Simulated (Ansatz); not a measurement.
Band topology of SnTe with spin–orbit coupling, calculated with Ansatz

Space group Fm-3m (No. 225), 2 atoms in the cell of the first input below: a = 4.464 Å, b = 4.464 Å, c = 4.464 Å, α = 60.00°, β = 60.00°, γ = 60.00°.

The cell was built from a prototype of a structure type listed for this compound, at its measured volume, taken without relaxation (pressure 2.0 GPa with this functional, without spin–orbit coupling). Functional: PBE.

Input:

```yaml
crystal:
  lattice:
    - [0.0, 3.1565012282, 3.1565012282]
    - [3.1565012282, 0.0, 3.1565012282]
    - [3.1565012282, 3.1565012282, 0.0]
  atoms:
    - { symbol: Sn, position: [0.5, 0.5, 0.5] }
    - { symbol: Te, position: [0.0, 0.0, 0.0] }
basis:
  ecutwfc: 420
  ecutrho_ratio: 4
kpoints:
  mp_grid: { grid: [6, 6, 6] }
hamiltonian:
  xc: pbe
scf:
  occupations: { method: gaussian, width: 0.05 }
output:
  forces: true
  stress: true
  eigenvalues: true
  populations: true
  topological_invariants: true
magnetization:
  noncollinear: true
  spin_orbit: true
```

```bash
ansatz run input.yaml --threads 4 --pin off --max-ram 9216MiB --backend cpu --events-out ev --progress --plain --runs-dir out
```

Time: 39 s on 4 threads of Intel(R) Xeon(R) Platinum 8175M CPU @ 2.50GHz (Skylake/Cascade Lake) (shared host), peak memory 1.1 GiB.

Without spin–orbit coupling the gap on a 10×10×10 mesh is 0.08 eV. With it, in a separate run (self-consistent on 8×8×8, bands on 14×14×14), a gap of 0.24 eV parts the filled from the empty bands (a gap on a mesh is an upper bound, as the edges may lie between its points, so gaps on unlike meshes don't measure the coupling's effect alone). The indices are those of the lowest 30 bands, and their direct separation from the next band is open.

Odd-parity bands among them at the eight time-reversal-invariant momenta (inversion centre at 0.000 0.000 0.000):

```tsv
k	odd bands
0.0 0.0 0.0	6
0.0 0.0 0.5	16
0.0 0.5 0.0	16
0.0 0.5 0.5	6
0.5 0.0 0.0	16
0.5 0.0 0.5	6
0.5 0.5 0.0	6
0.5 0.5 0.5	16
```

What are the Z2 indices by the rule of Fu and Kane?

Each Kramers pair counts once, so δ = (−1)^(odd bands / 2): −, +, +, −, +, −, −, +. The product of all eight gives ν0, the products over the planes k_i = 1/2 the weak indices: (0;000). The Wilson-loop planes give (0;000).

The cell is scaled in volume by 0.96 and 1.05 with the atoms carried along. Do the indices change?

No.

```json
{"volume ratio": "0.96", "pressure with spin–orbit coupling (GPa)": "4.2", "smallest direct separation sampled (eV)": "0.264", "at k": "0.47 0.49 0.47", "separation": "open", "Z2": "(0;000)"}
{"volume ratio": "1.00", "pressure with spin–orbit coupling (GPa)": "2.0", "smallest direct separation sampled (eV)": "0.230", "at k": "0.01 0.02 0.52", "separation": "open", "Z2": "(0;000)"}
{"volume ratio": "1.05", "pressure with spin–orbit coupling (GPa)": "-0.2", "smallest direct separation sampled (eV)": "0.099", "at k": "0.00 0.00 -0.50", "separation": "open", "Z2": "(0;000)"}
```

Caveats: Kohn–Sham gaps are too small; Z2 indices don't see topology that rests on crystal symmetry, and an even number of inversions cancels.

The trivial indices hide an inverted band order. With Te at the inversion centre, Sn s and d states are odd at the L points and Sn p states even, so filled Te p and empty Sn p bands would give one more odd Kramers pair than the 16 odd bands found. An even, mainly Sn p pair has therefore dropped below an odd Te p pair at every L point, as expected for the known topological crystalline insulator. The cause is the shallow Sn 5s lone pair, which pushes the Te p state of the same parity upwards.

The smallest sampled separation, always at or near L, falls from 0.264 to 0.099 eV on expansion. This suggests that weaker s–p repulsion is undoing the inversion, the opposite of the response of a normally ordered gap. The unchanged indices can't show whether the inversion survives in the scaled cells, since symmetry makes all L points switch together. Identifying the crystalline phase directly would take a mirror Chern number.
